**Terms of a d⁷ ion in a weak octahedral field: free-ion parentage, e counts and mixing**

The table holds twenty term energies and mean $e$-electron counts from exact diagonalisation of a parametric ligand-field model (Racah $B$ and $C$, $10Dq/B = 3$, no spin-orbit coupling). The program tests closed forms for the quartets and unmixed doublets, the conservation of counts within each symmetry label, and a parameter-free link, shift $= 10Dq\,(n - n_0)/2$, between energy and count; it rebuilds the same Hamiltonian only to obtain zero-field counts, parent weights and the spin crossover. The closed forms match to 0.05 cm⁻¹, and the link reduces the rms energy miss from 390 cm⁻¹ at first order to 69 cm⁻¹ overall, 3 cm⁻¹ for the well-separated terms and 93 cm⁻¹ for the ²G, ²H/²P and lower ²D group, with the lowest ²E worst. Energy is uncorrelated with count across the table, and in the crowded group the zero-field counts describe the printed counts less well than the nearest integers do. The rebuilt crossover lies at $10Dq = 11208$ cm⁻¹, against about 15000 cm⁻¹ from a straight-line extrapolation.

Calculated values. Terms of a d⁷ shell in an octahedral (Oh) ligand field, from exact diagonalisation of a parametric model with Racah B = 520 cm⁻¹, C = 2390 cm⁻¹ and 10Dq = 1560 cm⁻¹, without spin-orbit coupling. Energies are relative to the lowest term. Term symbols give spin multiplicity and spatial symmetry, and the last column gives the mean number of electrons in the cubic e pair.

## Analysis program

```python
# Table: d7 terms in Oh (energy above lowest in cm-1, mean e count), ligand-field diagonalisation 1, Racah B, C, no spin-orbit.
# Tested: closed forms, trace sums, free ion + first order, second-order link dE = 10Dq(n-n0)/2; rivals: integer counts, E vs n.
T = {
    'term_symbol': ['4T1', '4T2', '4A2', '4T1', '2E', '2T2', '2T1', '2A1', '2T1', '2T1', '2T2', '2E', '2T1', '2E', '2T2', '2T1', '2T2', '2A2', '2T2', '2E'],
    'term_energy': [0.0, 1292.3, 2852.3, 8824.7, 9007.9, 9759.5, 9857.5, 10542.3, 12158.9, 12707.3, 12774.5, 13237.6, 14023.2, 14474.6, 14575.1, 20604.8, 20615.7, 20942.3, 32627.0, 32689.3],  # cm⁻¹
    'term_e_electrons': [2.15, 3.0, 4.0, 2.85, 1.48, 2.39, 2.31, 3.0, 2.33, 2.86, 2.7, 3.31, 3.64, 3.29, 3.23, 2.87, 2.75, 3.0, 2.94, 2.92],
}
import numpy as np, itertools
from sympy.physics.wigner import gaunt
from scipy.optimize import brentq
B, C, D = 520.0, 2390.0, 1560.0  # settings from the caption, cm-1
lab = list(T['term_symbol']); E = np.array(T['term_energy'], float); n = np.array(T['term_e_electrons'], float)
deg = lambda l: {'A': 1, 'E': 2, 'T': 3}[l[1]]
g = np.array([deg(l) for l in lab]); k = [lab[:i].count(l) for i, l in enumerate(lab)]
row = lambda l, j=0: [i for i, x in enumerate(lab) if x == l][j]
x, v = np.linalg.eigh(np.array([[-.6*D, .4*D], [.4*D, 15*B]])); s = -x[0]; nT = 2.8 + v[0]*(-.6*v[0] + .8*v[1])
print(f"10Dq/B={D/B:.2f} C/B={C/B:.2f}; floors: E 0.05, 10Dq*0.005={D*.005:.1f}, half of it {D*.0025:.1f} cm-1")
print(f"4T1 2x2: ground {s:.1f} below 4F = 6Dq {.6*D:.0f} + mixing {s-.6*D:.1f}; 4P weight {100*v[1,0]**2:.2f}%; n {nT[0]:.3f},{nT[1]:.3f}")
cf = {('4T2', 0): .2*D+s, ('4A2', 0): 1.2*D+s, ('4T1', 1): x[1]+s, ('2A1', 0): 4*B+3*C+.2*D+s, ('2A2', 0): 24*B+3*C+.2*D+s}
res = {a: E[row(*a)]-b for a, b in cf.items()}
print("closed form, table-model cm-1:", ", ".join(f"{a[0]} {cf[a]:.2f} ({r:+.2f})" for a, r in res.items()))
print(f"4A2-4T2={E[row('4A2')]-E[row('4T2')]:.1f} (10Dq); 2A2-2A1={E[row('2A2')]-E[row('2A1')]:.1f} (20B={20*B:.0f}); 8Dq={.8*D:.0f}; ground t2^5e^2 share {100*(3-n[0]):.0f}%")
tr = {'4T1': 5, '2E': 11, '2T1': 14, '2T2': 14}  # sums over strong-field configurations
sm = {l: sum(n[i] for i in range(len(lab)) if lab[i] == l) for l in tr}
print("trace of n:", ", ".join(f"{l} {sm[l]:.2f}/{tr[l]}" for l in tr), f"; state-weighted mean n {np.sum(g*n*[int(l[0]) for l in lab])/120:.3f}")
# rebuild the same model in the M_S=1/2 space (50 determinants): bookkeeping only
m = [-2, -1, 0, 1, 2]; F = {2: 49*B+7*C, 4: 12.6*C}
c = {q: np.array([[(-1.0)**a*np.sqrt(4*np.pi/(2*q+1))*float(gaunt(2, q, 2, -a, a-b, b)) if abs(a-b) <= q else 0.0 for b in m] for a in m]) for q in F}
def hop(ne):
    ds = list(itertools.combinations(range(5), ne)); X = np.zeros((5, 5, len(ds), len(ds)))
    for j, d in enumerate(ds):
        for q in d:
            r = tuple(t for t in d if t != q)
            for p in set(range(5))-set(r):
                X[p, q, ds.index(tuple(sorted(r+(p,)))), j] = (-1)**(d.index(q)+sum(t < p for t in r))
    return X
Xu, Xd = hop(4), hop(3)
Eo = np.array([[np.kron(Xu[p, q], np.eye(10))+np.kron(np.eye(5), Xd[p, q]) for q in range(5)] for p in range(5)])
V = np.zeros((5,)*4)
for p, q, r, t in itertools.product(range(5), repeat=4):
    if p+r == q+t: V[p, q, r, t] = sum(F[a]*c[a][p, q]*c[a][t, r] for a in F)
H0 = .5*(np.einsum('pqij,pqjk->ik', Eo, np.einsum('pqrs,rsjk->pqjk', V, Eo))-np.einsum('ps,psij->ij', np.einsum('pqqs->ps', V), Eo))
N = Eo[2, 2]+.5*(Eo[0, 0]+Eo[4, 4]+Eo[0, 4]+Eo[4, 0])
w0, U0 = np.linalg.eigh(H0); H0 = H0-w0[0]*np.eye(50); w0 = w0-w0[0]; H = lambda d: H0+d*(N-2.8*np.eye(50))
rt = np.sqrt(193*B*B+8*B*C+4*C*C)
fr = {'4F': 0., '4P': 15*B, '2G': 4*B+3*C, '2HP': 9*B+3*C, '2Da': 20*B+5*C-rt, '2F': 24*B+3*C, '2Db': 20*B+5*C+rt}
print("free ion above 4F cm-1 (states):", ", ".join(f"{a} {e:.0f} ({np.sum(abs(w0-e) < 1)})" for a, e in fr.items()))
w, U = np.linalg.eigh(H(D)); st = np.cumsum(g)-g
Q = {l: np.hstack([U[:, st[i]:st[i]+g[i]] for i in range(len(lab)) if lab[i] == l]) for l in set(lab)}
def lev(l, d):
    y, z = np.linalg.eigh(Q[l].T@H(d)@Q[l]); z = Q[l]@z[:, ::deg(l)]
    return y[::deg(l)], np.einsum('ij,ik,kj->j', z, N, z)
n0 = np.array([lev(l, .1)[1][j] for l, j in zip(lab, k)]); par = [min(fr, key=lambda a: abs(fr[a]-lev(l, .1)[0][j])) for l, j in zip(lab, k)]
nr = np.array([lev(l, D)[1][j] for l, j in zip(lab, k)]); E0 = np.array([fr[a] for a in par])
r1 = E-s-E0-D*(n0-2.8); p2 = D*(n-n0)/2; r2 = r1-p2
print(f"rebuild vs table: max dE {abs(w[st]-w[0]-E).max():.2f} cm-1, max dn {abs(nr-n).max():.3f}")
print("term E | n n0 slope(n-n_ground) | parent, 1st-order misfit, 10Dq(n-n0)/2, remainder (cm-1) | top weights")
for i, l in enumerate(lab):
    wt = sorted(((np.sum((U0[:, abs(w0-e) < 1].T@U[:, st[i]])**2), a) for a, e in fr.items()), reverse=True)
    print(f"{l} {E[i]:.1f} | {n[i]:.2f} {n0[i]:.3f} {n[i]-n[0]:+.2f} | {par[i]} {r1[i]:+.0f} {p2[i]:+.0f} {r2[i]:+.0f} | {wt[0][1]} {wt[0][0]:.2f} {wt[1][1]} {wt[1][0]:.2f}")
rms = lambda a: np.sqrt(np.mean(a**2)); mid = np.array([a in ('2G', '2HP', '2Da') for a in par])
for nm, q in (("all", mid | True), ("2G/2HP/2Da", mid), ("other", ~mid)):
    print(f"rms {nm}: free ion only {rms((E-s-E0)[q]):.0f}, 1st order {rms(r1[q]):.0f}, 2nd-order link {rms(r2[q]):.0f} cm-1; n-n0 {rms((n-n0)[q]):.3f}, n-integer {rms((n-np.round(n))[q]):.3f}")
print(f"worst 1st order {lab[abs(r1).argmax()]} {E[abs(r1).argmax()]}; worst link {lab[abs(r2).argmax()]} {E[abs(r2).argmax()]}")
print("barycentre-free ion cm-1:", ", ".join(f"{a} {np.average((E-s-E0)[np.array(par) == a], weights=g[np.array(par) == a]):+.0f}" for a in fr))
print(f"rival E vs n, all rows: slope {np.polyfit(n, E, 1)[0]:.0f} cm-1/e, R2 {np.corrcoef(n, E)[0, 1]**2:.3f}")
print("smallest gaps cm-1:", ", ".join(f"{lab[i]}/{lab[i+1]} at {E[i]:.0f}: {E[i+1]-E[i]:.1f}" for i in np.argsort(np.diff(E))[:4]))
e = row('2E'); Dx = brentq(lambda d: lev('2E', d)[0][0]-lev('4T1', d)[0][0], D, 30000)
print(f"lowest 2E above 4F {E[e]-s:.0f}: field part {D*(n[e]-2.8):.0f}, repulsion above 2G {E[e]-s-D*(n[e]-2.8)-fr['2G']:.0f} cm-1")
print(f"crossover 10Dq: linear {D+E[e]/(n[0]-n[e]):.0f}, 4B+4C {4*B+4*C:.0f}, rebuilt {Dx:.0f} cm-1 (/B {Dx/B:.1f}); n there 2E {lev('2E', Dx)[1][0]:.2f}, 4T1 {lev('4T1', Dx)[1][0]:.2f}")
assert max(abs(r) for r in res.values()) < 0.15
assert all(abs(sm[l]-tr[l]) < 0.03 for l in tr)
assert [i for i in range(len(lab)) if n[i] < n[0]] == [e]
```

Printed output:

```
10Dq/B=3.00 C/B=4.60; floors: E 0.05, 10Dq*0.005=7.8, half of it 3.9 cm-1
4T1 2x2: ground 980.3 below 4F = 6Dq 936 + mixing 44.3; 4P weight 0.50%; n 2.146,2.854
closed form, table-model cm-1: 4T2 1292.35 (-0.05), 4A2 2852.35 (-0.05), 4T1 8824.69 (+0.01), 2A1 10542.35 (-0.05), 2A2 20942.35 (-0.05)
4A2-4T2=1560.0 (10Dq); 2A2-2A1=10400.0 (20B=10400); 8Dq=1248; ground t2^5e^2 share 85%
trace of n: 4T1 5.00/5, 2E 11.00/11, 2T1 14.01/14, 2T2 14.01/14 ; state-weighted mean n 2.801
free ion above 4F cm-1 (states): 4F 0 (7), 4P 7800 (3), 2G 9250 (9), 2HP 11850 (14), 2Da 13132 (5), 2F 19650 (7), 2Db 31568 (5)
rebuild vs table: max dE 0.05 cm-1, max dn 0.005
term E | n n0 slope(n-n_ground) | parent, 1st-order misfit, 10Dq(n-n0)/2, remainder (cm-1) | top weights
4T1 0.0 | 2.15 2.200 +0.00 | 4F -44 -39 -5 | 4F 0.99 4P 0.01
4T2 1292.3 | 3.00 3.000 +0.85 | 4F -0 -0 -0 | 4F 1.00 4P 0.00
4A2 2852.3 | 4.00 4.000 +1.85 | 4F -0 +0 -0 | 4F 1.00 2G 0.00
4T1 8824.7 | 2.85 2.800 +0.70 | 4P +44 +39 +5 | 4P 0.99 4F 0.01
2E 9007.9 | 1.48 2.828 -0.67 | 2G -1267 -1052 -215 | 2G 0.73 2HP 0.18
2T2 9759.5 | 2.39 2.614 +0.24 | 2G -181 -175 -6 | 2G 0.95 2Da 0.03
2T1 9857.5 | 2.31 2.900 +0.16 | 2G -529 -460 -69 | 2G 0.85 2HP 0.15
2A1 10542.3 | 3.00 3.000 +0.85 | 2G -0 -0 -0 | 2G 1.00 4P 0.00
2T1 12158.9 | 2.33 2.400 +0.18 | 2HP -47 -55 +7 | 2HP 0.99 2F 0.01
2T1 12707.3 | 2.86 2.553 +0.71 | 2HP +263 +240 +23 | 2HP 0.91 2G 0.09
2T2 12774.5 | 2.70 2.933 +0.55 | 2HP -264 -182 -82 | 2HP 0.84 2Da 0.13
2E 13237.6 | 3.31 2.600 +1.16 | 2HP +719 +554 +165 | 2HP 0.82 2G 0.16
2T1 14023.2 | 3.64 3.447 +1.49 | 2HP +183 +150 +33 | 2HP 0.93 2G 0.06
2E 14474.6 | 3.29 2.712 +1.14 | 2Da +499 +451 +49 | 2Da 0.89 2G 0.11
2T2 14575.1 | 3.23 2.859 +1.08 | 2Da +372 +290 +82 | 2Da 0.84 2HP 0.14
2T1 20604.8 | 2.87 2.700 +0.72 | 2F +130 +133 -2 | 2F 0.98 2HP 0.02
2T2 20615.7 | 2.75 2.833 +0.60 | 2F -67 -65 -2 | 2F 0.99 2Db 0.01
2A2 20942.3 | 3.00 3.000 +0.85 | 2F -0 +0 -0 | 2F 1.00 2Da 0.00
2T2 32627.0 | 2.94 2.761 +0.79 | 2Db +140 +140 -0 | 2Db 0.99 2F 0.01
2E 32689.3 | 2.92 2.859 +0.77 | 2Db +48 +47 +1 | 2Db 1.00 2Da 0.00
rms all: free ion only 672, 1st order 390, 2nd-order link 69 cm-1; n-n0 0.416, n-integer 0.244
rms 2G/2HP/2Da: free ion only 629, 1st order 522, 2nd-order link 93 cm-1; n-n0 0.555, n-integer 0.310
rms other: free ion only 722, 1st order 72, 2nd-order link 3 cm-1; n-n0 0.092, n-integer 0.122
worst 1st order 2E 9007.9; worst link 2E 9007.9
barycentre-free ion cm-1: 4F -19, 4P +44, 2G -518, 2HP +132, 2Da +423, 2F +27, 2Db +103
rival E vs n, all rows: slope 1793 cm-1/e, R2 0.013
smallest gaps cm-1: 2T1/2T2 at 20605: 10.9, 2T2/2E at 32627: 62.3, 2T1/2T2 at 12707: 67.2, 2T2/2T1 at 9760: 98.0
lowest 2E above 4F 8028: field part -2059, repulsion above 2G 837 cm-1
crossover 10Dq: linear 15005, 4B+4C 11640, rebuilt 11208 cm-1 (/B 21.6); n there 2E 1.05, 4T1 2.03
```
